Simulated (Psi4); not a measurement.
## GeH4S3 (SMILES [SH][GeH]([SH])[SH]): the HOMO–LUMO gap, rung by rung

GeH4S3: 8 atoms, total charge 0, spin state singlet. As SMILES, `[SH][GeH]([SH])[SH]`. The shape was relaxed beforehand at PBE0/def2-TZVP. This is one conformer, not always the lowest.

Each level gives the HOMO–LUMO gap (eV). The values are calculated.

```json
{"level": "PBE-D4/def2-TZVPP (density fitting)", "kind": "GGA", "program": "Psi4", "value (eV)": "4.62", "CPU time": "63 s"}
{"level": "r2SCAN-D4/def2-TZVPP (density fitting)", "kind": "meta-GGA", "program": "Psi4", "value (eV)": "5.16", "CPU time": "3.7 min"}
{"level": "B3LYP-D4/def2-TZVPP (density fitting)", "kind": "global hybrid", "program": "Psi4", "value (eV)": "6.25", "CPU time": "57 s"}
{"level": "PBE0-D4/def2-TZVPP (density fitting)", "kind": "global hybrid", "program": "Psi4", "value (eV)": "6.80", "CPU time": "68 s"}
{"level": "wB97M-V/def2-TZVPP (density fitting)", "kind": "range-separated hybrid", "program": "Psi4", "value (eV)": "10.92", "CPU time": "3.7 min"}
```

All-electron rows without a relativistic Hamiltonian named are non-relativistic. The values span 4.62 to 10.92 eV. Orbital gaps aren't excitation energies; they tend to grow with the share of exact exchange. Times are those of the runs behind each value, whatever else they computed, on shared processors of several kinds: orders of magnitude only.

The gap widens at every step from PBE to ωB97M-V, and the last step, from 6.80 to 10.92 eV, exceeds the whole spread among the other four functionals. The frontier orbitals are probably sulfur 3p lone pairs below and Ge–S antibonding combinations above. In a semilocal functional both feel much the same multiplicative potential, so their separation stays small. Nonlocal exchange stabilises the occupied lone pairs, while an empty orbital gains no matching exchange attraction and feels the repulsion of all the electrons. Full exact exchange at long range strengthens this contrast, moving the ωB97M-V gap towards the difference between ionisation energy and electron affinity. The spread therefore largely reflects a changing meaning of the orbital energies, not successive approximations to one observable, and the larger value doesn't by itself imply a harder or less reactive molecule. Because the basis lacks dedicated diffuse functions, the LUMO, and with it the widest gap, may also shift if the added electron is weakly bound or unbound.
